**Identifying molybdenum ions from the energy and size of the 3s orbital**

The table holds the 3s1/2 orbital energy, mean radius and radius of maximum density for fifteen Mo ions from Mo+ to Mo31+, from Dirac-Coulomb Hartree-Fock with configuration averaging, a Fermi nucleus and a B-spline basis at the limit. The program extracts hydrogenic charges from energy and from radius, fits additive per-electron terms for 4d, 4p, 4s, 3d and 3p to ten rows by least squares, and scores all 120 assignments of the five remaining rows. The true assignment is best in each column; the swap of Mo5+ and Mo7+ is clearly rejected by the energy, less firmly by the mean radius and hardly at all by the radius of the maximum. Frozen Slater integrals of Mo24+ give 6.515 hartree for the step from Mo28+ to Mo31+, against 6.750 hartree found. Slater screening assigns one charge to Mo5+, Mo7+ and Mo20+ and overestimates the magnitude of the Mo5+ energy by 140 %.

Mo ions, computed with B-spline radial code 1: Dirac-Coulomb Hartree-Fock at the basis-set limit for a spherical atom, averaged over the nl configuration, with a Fermi nucleus (mass number 98, rms radius 4.4091 fm). ε is the orbital energy, <r> the mean radius and r_max the radius at which the radial probability density (large plus small component) peaks.

## Script

```python
# Table: 3s1/2 orbital energy, <r> and r_max in Mo ions; B-spline radial code, Dirac-Coulomb
# Hartree-Fock, configuration average, Fermi nucleus. Tested: hydrogenic charges from energy and size;
# additive per-electron terms fitted to ten rows to identify five others; Slater screening; integrals.
T = {
    'ion': ['Mo+', 'Mo3+', 'Mo5+', 'Mo7+', 'Mo10+', 'Mo12+', 'Mo14+', 'Mo16+', 'Mo18+', 'Mo20+', 'Mo22+', 'Mo24+', 'Mo26+', 'Mo28+', 'Mo31+'],
    'Z': [42, 42, 42, 42, 42, 42, 42, 42, 42, 42, 42, 42, 42, 42, 42],
    'charge': [1, 3, 5, 7, 10, 12, 14, 16, 18, 20, 22, 24, 26, 28, 31],  # e
    'N': [41, 39, 37, 35, 32, 30, 28, 26, 24, 22, 20, 18, 16, 14, 11],
    'configuration': ['[Kr] 4d5', '[Kr] 4d3', '[Kr] 4d1', '[Ar] 3d10 4s2 4p5', '[Ar] 3d10 4s2 4p2', '[Ar] 3d10 4s2', '[Ar] 3d10', '[Ar] 3d8', '[Ar] 3d6', '[Ar] 3d4', '[Ar] 3d2', '[Ne] 3s2 3p6', '[Ne] 3s2 3p4', '[Ne] 3s2 3p2', '[Ne] 3s1'],
    'energy': [-19.698, -20.6704, -21.9125, -23.4606, -26.1952, -28.1738, -30.2887, -34.0182, -37.9384, -42.0428, -46.3265, -50.7853, -54.8815, -59.0898, -65.8398],  # hartree
    'mean_radius': [0.42599, 0.42591, 0.42565, 0.42515, 0.424, 0.42301, 0.42288, 0.41534, 0.40778, 0.40028, 0.39287, 0.38559, 0.37996, 0.37449, 0.36625],  # bohr
    'radius_of_maximum': [0.3825, 0.3825, 0.3823, 0.3821, 0.3817, 0.3813, 0.3814, 0.3774, 0.3732, 0.3688, 0.3643, 0.3598, 0.3562, 0.3526, 0.3474],  # bohr
}
import re, itertools
import numpy as np
from scipy.constants import physical_constants as pc, alpha
from scipy.optimize import brentq
eV = pc['Hartree energy in eV'][0]
ion = T['ion']
q, E, R, M = [np.array(T[k], float) for k in ('charge', 'energy', 'mean_radius', 'radius_of_maximum')]
core = {'Ne': '', 'Ar': '3s2 3p6', 'Kr': '3s2 3p6 3d10 4s2 4p6'}
sh = ['4d', '4p', '4s', '3d', '3p', '3s']
def occ(c):
    d = dict(re.findall(r'(\d[spd])(\d+)', core[c[1:3]] + ' ' + c[4:]))
    return [int(d.get(s, 0)) for s in sh]
n = np.array([occ(c) for c in T['configuration']], float)
ZE, ZR = np.sqrt(-18*E), 13.5/R
u = lambda x: x*(27 - 18*x + 2*x*x)*np.exp(-x/3)
xm = brentq(lambda x: u(x + 1e-5) - u(x - 1e-5), 9, 20)
g = np.sqrt(1 - (42*alpha)**2); Nn = np.sqrt(5 + 4*g); w = (2 + g)/Nn
print('rounding: energy 0.00005 hartree, <r> 0.005 mbohr, r_max 0.05 mbohr')
print(f'hydrogenic 3s: |e|<r>^2 = {13.5**2/18:.3f}, <r>/r_max = {13.5/xm:.4f}')
print(f'Dirac change, bare Z=42 3s: |e| {100*((1-w)/alpha**2/98-1):+.1f}%, <r> {100*(((3*Nn**2-1)*w+1)/27-1):+.1f}%')
dq = np.diff(q); dE, dR, dM = np.diff(E)/dq, 1e3*np.diff(R)/dq, 1e3*np.diff(M)/dq
print('ion, Z(energy), Z(<r>), |e|<r>^2, <r>/r_max; step per electron: e hartree, <r>, r_max mbohr')
for i in range(len(q)):
    s = f'{dE[i-1]:+.3f} {dR[i-1]:+.3f} {dM[i-1]:+.2f}' if i else 'first row'
    print(f'{ion[i]:6s}{ZE[i]:6.2f}{ZR[i]:6.2f}{-E[i]*R[i]**2:7.3f}{R[i]/M[i]:7.4f};  {s}')
for a, b in ((0, 6), (6, 11), (11, 14)):
    print(f'{ion[a]} to {ion[b]}: |e| {100*(E[b]/E[a]-1):+.1f}%, <r> {100*(R[b]/R[a]-1):+.2f}%, Z(energy) {ZE[b]-ZE[a]:+.2f}, Z(<r>) {ZR[b]-ZR[a]:+.2f}')
# further outputs of the same runs: Mo24+ Slater integrals (eV), <1/r> (1/bohr), 1s and 2s energies
F3s = 63.32804/eV
Fp = ((2*64.30872 + 4*63.72806)/6 - (2*41.67648 + 4*41.71426)/36)/eV
inv4p = (2*1.195357 + 4*1.168211)/6
e1 = np.array([-743.5364, -755.7645, -777.9536]); e2 = np.array([-111.2915, -123.1903, -145.0443])
hid = [2, 3, 9, 12, 14]; fit = [i for i in range(len(q)) if i not in hid]
A = np.column_stack([np.ones(len(q)), n[:, :5]])
P = {}; best = {}
print('per-electron terms 4d 4p 4s 3d 3p, ten other rows; 3s term not fitted')
for name, y, un in (('e', E, 'hartree'), ('<r>', 1e3*R, 'mbohr'), ('r_max', 1e3*M, 'mbohr')):
    c = np.linalg.lstsq(A[fit], y[fit], rcond=None)[0]
    c3 = F3s if name == 'e' else c[5]
    p = A @ c + c3*(n[:, 5] - 2); P[name] = p - y; res = (p - y)[fit]
    print(f'{name}: ' + ' '.join(f'{v:.3f}' for v in c[1:]) + f'; 3s {c3:.3f}; rms {np.sqrt(np.mean(res**2)):.3f} {un}, worst {ion[fit[int(np.argmax(abs(res)))]]} {res[np.argmax(abs(res))]:+.3f}')
    sc = sorted((float(np.sqrt(np.mean((p[list(k)] - y[hid])**2))), k) for k in itertools.permutations(hid))
    best[name] = list(sc[0][1])
    sw = ' '.join(ion[a] for a, b in zip(sc[1][1], sc[0][1]) if a != b)
    print(f'  of 120 assignments best is true: {best[name] == hid}, rms {sc[0][0]:.3f}; next {sc[1][0]:.3f}, swaps {sw}')
ZS = 42 - 2 - 0.85*8 - 0.35*(n[:, 4] + n[:, 5] - 1)
print('five rows, model minus table: e hartree, <r>, r_max mbohr; Slater Z, its error in e and <r>')
for i in hid:
    print(f"{ion[i]:6s}{P['e'][i]:+.3f} {P['<r>'][i]:+.3f} {P['r_max'][i]:+.2f}; {ZS[i]:.2f} {100*(-ZS[i]**2/18/E[i]-1):+.0f}% {100*(13.5/ZS[i]/R[i]-1):+.1f}%")
print('gaps between the five in order, e hartree: ' + ' '.join(f'{v:.3f}' for v in np.diff(E[hid])))
print('  per electron: ' + ' '.join(f'{v:.3f}' for v in np.diff(E[hid])/np.diff(q[hid])))
print('  <r> mbohr: ' + ' '.join(f'{v:.2f}' for v in 1e3*np.diff(R[hid])) + '; r_max mbohr: ' + ' '.join(f'{v:.1f}' for v in 1e3*np.diff(M[hid])))
print(f'3p: F0-G1/6 of Mo24+ {Fp:.3f}; found {-dE[11]:.3f} and {-dE[12]:.3f} hartree per electron')
print(f'Mo28+ to Mo31+: two 3p plus F0(3s,3s) {2*Fp+F3s:.3f}; found {E[13]-E[14]:.3f} hartree')
print(f'4p: <1/r> in Mo7+ {inv4p:.3f} (upper bound on F0); found {-dE[3]:.3f} hartree per electron')
e3 = E[[3, 7, 11]]
for j, lab in enumerate(('Mo7+ to Mo16+', 'Mo16+ to Mo24+')):
    a, b, c = np.diff(e1)[j], np.diff(e2)[j], np.diff(e3)[j]
    print(f'{lab}: shifts 1s {a:.2f}, 2s {b:.2f}, 3s {c:.2f} hartree; 3s/1s {c/a:.2f}')
assert np.all(dE < 0) and np.all(dR < 0)
assert np.all(-dR[:6] < 1) and np.all(-dR[6:11] > 3)
assert np.all(ZE < ZR)
assert best['e'] == hid
```

Output:

```
rounding: energy 0.00005 hartree, <r> 0.005 mbohr, r_max 0.05 mbohr
hydrogenic 3s: |e|<r>^2 = 10.125, <r>/r_max = 1.0326
Dirac change, bare Z=42 3s: |e| +2.5%, <r> -2.6%
ion, Z(energy), Z(<r>), |e|<r>^2, <r>/r_max; step per electron: e hartree, <r>, r_max mbohr
Mo+    18.83 31.69  3.575 1.1137;  first row
Mo3+   19.29 31.70  3.750 1.1135;  -0.486 -0.040 +0.00
Mo5+   19.86 31.72  3.970 1.1134;  -0.621 -0.130 -0.10
Mo7+   20.55 31.75  4.241 1.1127;  -0.774 -0.250 -0.10
Mo10+  21.71 31.84  4.709 1.1108;  -0.912 -0.383 -0.13
Mo12+  22.52 31.91  5.041 1.1094;  -0.989 -0.495 -0.20
Mo14+  23.35 31.92  5.416 1.1088;  -1.057 -0.065 +0.05
Mo16+  24.75 32.50  5.868 1.1005;  -1.865 -3.770 -2.00
Mo18+  26.13 33.11  6.309 1.0927;  -1.960 -3.780 -2.10
Mo20+  27.51 33.73  6.736 1.0854;  -2.052 -3.750 -2.20
Mo22+  28.88 34.36  7.150 1.0784;  -2.142 -3.705 -2.25
Mo24+  30.23 35.01  7.551 1.0717;  -2.229 -3.640 -2.25
Mo26+  31.43 35.53  7.923 1.0667;  -2.048 -2.815 -1.80
Mo28+  32.61 36.05  8.287 1.0621;  -2.104 -2.735 -1.80
Mo31+  34.43 36.86  8.832 1.0543;  -2.250 -2.747 -1.73
Mo+ to Mo14+: |e| +53.8%, <r> -0.73%, Z(energy) +4.52, Z(<r>) +0.23
Mo14+ to Mo24+: |e| +67.7%, <r> -8.82%, Z(energy) +6.89, Z(<r>) +3.09
Mo24+ to Mo31+: |e| +29.6%, <r> -5.02%, Z(energy) +4.19, Z(<r>) +1.85
per-electron terms 4d 4p 4s 3d 3p, ten other rows; 3s term not fitted
e: 0.496 1.002 0.913 2.054 2.134; 3s 2.327; rms 0.155 hartree, worst Mo18+ -0.290
  of 120 assignments best is true: True, rms 0.225; next 0.989, swaps Mo7+ Mo5+
<r>: 0.022 0.473 0.112 3.732 2.749; 3s 2.749; rms 0.058 mbohr, worst Mo24+ -0.103
  of 120 assignments best is true: True, rms 0.164; next 0.355, swaps Mo7+ Mo5+
r_max: -0.000 0.200 -0.167 2.170 1.834; 3s 1.834; rms 0.120 mbohr, worst Mo18+ -0.244
  of 120 assignments best is true: True, rms 0.205; next 0.241, swaps Mo7+ Mo5+
five rows, model minus table: e hartree, <r>, r_max mbohr; Slater Z, its error in e and <r>
Mo5+  +0.237 +0.237 +0.20; 30.75 +140% +3.1%
Mo7+  +0.287 +0.242 +0.20; 30.75 +124% +3.3%
Mo20+ -0.294 +0.134 -0.18; 30.75 +25% +9.7%
Mo26+ +0.060 +0.028 +0.07; 31.45 +0% +13.0%
Mo31+ +0.155 -0.007 -0.30; 33.20 -7% +11.0%
gaps between the five in order, e hartree: -1.548 -18.582 -12.839 -10.958
  per electron: -0.774 -1.429 -2.140 -2.192
  <r> mbohr: -0.50 -24.87 -20.32 -13.71; r_max mbohr: -0.2 -13.3 -12.6 -8.8
3p: F0-G1/6 of Mo24+ 2.094; found 2.048 and 2.104 hartree per electron
Mo28+ to Mo31+: two 3p plus F0(3s,3s) 6.515; found 6.750 hartree
4p: <1/r> in Mo7+ 1.177 (upper bound on F0); found 0.912 hartree per electron
Mo7+ to Mo16+: shifts 1s -12.23, 2s -11.90, 3s -10.56 hartree; 3s/1s 0.86
Mo16+ to Mo24+: shifts 1s -22.19, 2s -21.85, 3s -16.77 hartree; 3s/1s 0.76
```
